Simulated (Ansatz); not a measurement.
## CaGe₂Pd₂: the change of pressure with volume scale

All results are calculated (Ansatz 0.2.0). Free energy against uniform scaling of the volume at fixed shape and fractions; periodic cell, basis, potentials, k mesh and filling as listed.

The cell before it is scaled or strained (space group I4/mmm, No. 139):
```
cell vectors (Å)
  -2.1617     2.1617     5.0729
   2.1617    -2.1617     5.0729
   2.1617     2.1617    -5.0729
atoms (fractions of the cell vectors)
Ca  0.00000  0.00000  0.00000
Ge  0.37621  0.37621  0.00000
Ge  0.62379  0.62379  0.00000
Pd  0.75000  0.25000  0.50000
Pd  0.25000  0.75000  0.50000
```

Settings of every row: functional r2SCAN; dispersion D4; potentials PAW; wave cutoff 557.83 eV; density cutoff 2231.3 eV; k mesh 9x9x9; k shift 0x0x0; occupations cold; smearing width 0.2 eV; spin none.

Limits: coarse k mesh, up to 40 meV an atom off; the cell comes from a prototype or a list of computed structures and needn't be the stable phase.

```csv
row,volume scale,V (Å³/atom),pressure (GPa),energy above lowest point (meV/atom)
1,0.9406,17.838,4.98,10.6
2,0.9703,18.401,?,?
3,1,18.964,-2.06,1.8
4,1.0297,19.528,-4.75,13.9
5,1.0594,20.091,-6.99,34.6
```

Question: what pressure should row 2 give?

Worked fit of pressure. Take u = (V_r/V)^(2/3) − 1 with V_r = 19.246 Å³ an atom, which is twice the finite (Eulerian) strain; such expansions in the strain, on which the Birch-Murnaghan equation of state is built, carry the rest volume and the bulk modulus. The shown rows have u = 0.05195, 0.00989, -0.00965, -0.02824. Least squares give pressure = −3.467 + 138.02 × u + 473.1 × u² GPa; a straight line predicts inner rows, each left out in turn, worse (root mean square 0.46 against 0.011 GPa). All shown rows lie on it to the printed digit. The pressure vanishes at u = 0.0233, or V = 18.59 Å³ an atom, and there the bulk modulus at fixed shape and fractions is B = −V dP/dV = (2/3)(1 + u) dP/du = 109 GPa. Letting shape and atoms relax would as a rule lower it, by much in layered, chain or molecular crystals. The withheld row has u = 0.03038, so the fit gives −3.467 + 138.02 × (0.03038) + 473.1 × (0.03038)² = 1.16 GPa.

The calculation gave 1.15 GPa. The fit lies 0.01 GPa (0.084 % of the column's range) above it, one unit of the last digit.

The other values of row 2: energy above lowest point 0 meV/atom.
